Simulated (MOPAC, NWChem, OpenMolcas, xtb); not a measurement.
# How methods differ on AlNH3 (SMILES [NH2][AlH])

The runs start from one conformer, not always the lowest.

AlNH3, doublet, SMILES `[NH2][AlH]`. Each level relaxes the structure for itself.

Each level gives the highest harmonic wavenumber at each level's own minimum (cm⁻¹). The values are calculated.

| level | kind | program | value (cm⁻¹) |
| --- | --- | --- | --- |
| AM1 | semi-empirical | MOPAC | 3563 |
| PM3 | semi-empirical | MOPAC | 3612 |
| MNDOD | semi-empirical | MOPAC | 3618 |
| GFN1-xTB | semi-empirical | xtb | 3400 |
| UHF/3-21G | Hartree–Fock | OpenMolcas | 3789 |
| UHF/6-31G* (spherical functions) | Hartree–Fock | NWChem | 3876 |
| UHF/6-31G* (Cartesian functions) | Hartree–Fock | OpenMolcas | 3881 |
| UB3LYP/6-311G** | global hybrid | NWChem | 3647 |
| UPBE0/LANL2DZ (core potential) | global hybrid | NWChem | 3721 |
| UPBE0/SBKJC-VDZ (core potential) | global hybrid | NWChem | 3722 |

Harmonic and unscaled. The values span 3400 to 3881 cm⁻¹.

The highest mode is almost certainly an N–H stretch, probably the antisymmetric one of the NH2 group. Nitrogen's compact valence orbitals overlap strongly with hydrogen 1s and give a stiff bond, whereas the more diffuse 3s and 3p orbitals of aluminium make Al–H much softer, and Al–N is lowered further by its heavier atoms.

The three kinds of method separate without overlap: every Hartree–Fock value lies above every hybrid value, and every semi-empirical value lies below them. The Hartree–Fock excess probably reflects missing electron correlation, which leaves the N–H bond too short and its potential too steep. Within Hartree–Fock, going from 3-21G to 6-31G* raises the value far more than the choice between spherical and Cartesian functions does. The two UPBE0 results nearly coincide, but the gap to UB3LYP can't be assigned to the functional alone, since the basis changes too.

Because the unpaired electron is expected mainly on aluminium, this N–H mode is a poor test of how well each method describes the radical centre.
